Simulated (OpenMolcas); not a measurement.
## Exact exchange and the dipole moment of InNH2F2

The species is InNH2F2 (6 atoms), meant as a singlet with charge 0. SMILES: `[NH2][In]([F])[F]`. Geometry: relaxed at PBE0-D4/def2-TZVP.

The dipole moment y, in D, basis def2-SVPD with a core potential; a is the functional's share of exact exchange. Programs: OpenMolcas 26.06.

| functional | program | a | y (D) |
| --- | --- | --- | --- |
| r2SCAN | OpenMolcas | 0 | 3.90 |
| BLYP | OpenMolcas | 0 | 3.89 |
| B3LYP | OpenMolcas | 0.2 | 3.95 |
| PBE0 | OpenMolcas | 0.25 | ? |
| BHLYP | OpenMolcas | 0.5 | 4.00 |

Problem. Fit y = c + s·a to the known rows and predict PBE0.

Solution. 
1. Means of the 4 rows: a = 0.1750, y = 3.935.
2. Σ(Δa)² = 0.1675, Σ(Δa·Δy) = 0.0355, so the slope is 0.0355/0.1675 = 0.21194.
3. Intercept: 3.935 − (0.21194) × 0.1750 = 3.898. The largest residual of the fit is 0.010.
4. PBE0: 3.898 + (0.21194) × 0.25 = 3.95 D.

The run gave 3.93 D, so the prediction is off by +0.02 D, more than the largest residual. More exact exchange makes the molecule more polar here.

The dipole moment rises only slightly with exact exchange, from 3.89 D in BLYP to 4.00 D in BHLYP, so the charge distribution is already strongly polar without it. The likely reason is that exact exchange counteracts the excessive delocalisation of semilocal functionals, keeping more density on fluorine and less on indium. The total moment is a vector sum, however: the In–N bond dipole opposes the resultant of the two In–F bonds, while the N–H bonds reinforce it. The increase therefore suggests that the changes at the fluorine end prevail, not that every bond becomes more ionic.

The trend is clearest along BLYP, B3LYP and BHLYP, which are closely related functionals. PBE0 breaks it, lying below B3LYP despite its larger exact-exchange share, probably because its semilocal exchange and correlation differ. The fitted slope thus mixes the effect of exact exchange with that of the parent functional, and a larger moment is not in itself a more accurate one.
